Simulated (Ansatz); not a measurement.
## Abstraction of F: CH2BrF + GeH2F → CH2Br + GeH2F2

Species: CH2BrF `FCBr`, singlet; GeH2F `[F][GeH2]`, doublet; CH2Br `[CH2]Br`, doublet; GeH2F2 (difluorogermane) `[F][GeH2][F]`, singlet. A radical takes F: the energy is the difference in strength between the C–F bond broken and the Ge–F bond made.

Shapes, held fixed at every level: PBE0-D4/def2-TZVP. Programs: Ansatz 0.2.0. The zero-point and thermal change to 298 K, harmonic and unscaled (PBE0-D4/def2-TZVP), is -7.7 kJ/mol.

```csv
level,kind,ΔH(298 K) (kJ/mol),less CCSD(T)/def2-TZVPP,CPU time (sum over the molecules)
SPW92/def2-TZVPP,LDA,-63.6,+37.3,6 s
r2SCAN-D4/def2-TZVPP,meta-GGA,-96.1,+4.8,22 s
B3LYP-D4/def2-TZVPP,global hybrid,-86.5,+14.4,16 s
wB97M-V/def2-TZVPP,range-separated hybrid,-84.8,+16.1,40 s
MP2/def2-SVP,perturbation theory,-96.2,+4.7,–
CCSD/def2-SVP,coupled cluster or CI,-97.2,+3.7,–
CCSD(T)/def2-TZVPP,coupled cluster or CI,-100.9,0.0,66 s
```

The highest level, CCSD(T)/def2-TZVPP, gives ΔH(298 K) = -100.9 kJ/mol; the levels span -100.9 to -63.6. The column of differences is taken from that level and isn't an error. No measured value is set beside it here. Open shells run unrestricted unless RO is named. Relativity is left out for Br, Ge unless named. Correlated rows may include outer-core shells of Br, Ge, which these sets cover unevenly. Times are processor times on shared x86 and Arm servers, and rough.

Fluorine transfer from carbon to germanium is exothermic at every level, so the Ge–F bond made is stronger than the C–F bond broken. Germanium is more electropositive than carbon, which gives its bond to fluorine a larger ionic contribution. Its greater size also eases repulsion between the fluorine lone pairs and the neighbouring bonds. Bromine's modest stabilisation of the carbon radical left behind probably helps as well. The thermal correction of -7.7 kJ/mol acts in the same direction, as expected when a stiff C–F stretch gives way to a softer Ge–F one.

The direction of the reaction is therefore secure, but its magnitude is less so. SPW92 gives much the weakest driving force, at -63.6 kJ/mol, perhaps because its overbinding is larger for the compact C–F bond and cancels poorly against that for Ge–F. A favourable reaction enthalpy doesn't make this the preferred pathway, since abstraction of bromine through the weaker C–Br bond would probably be faster.
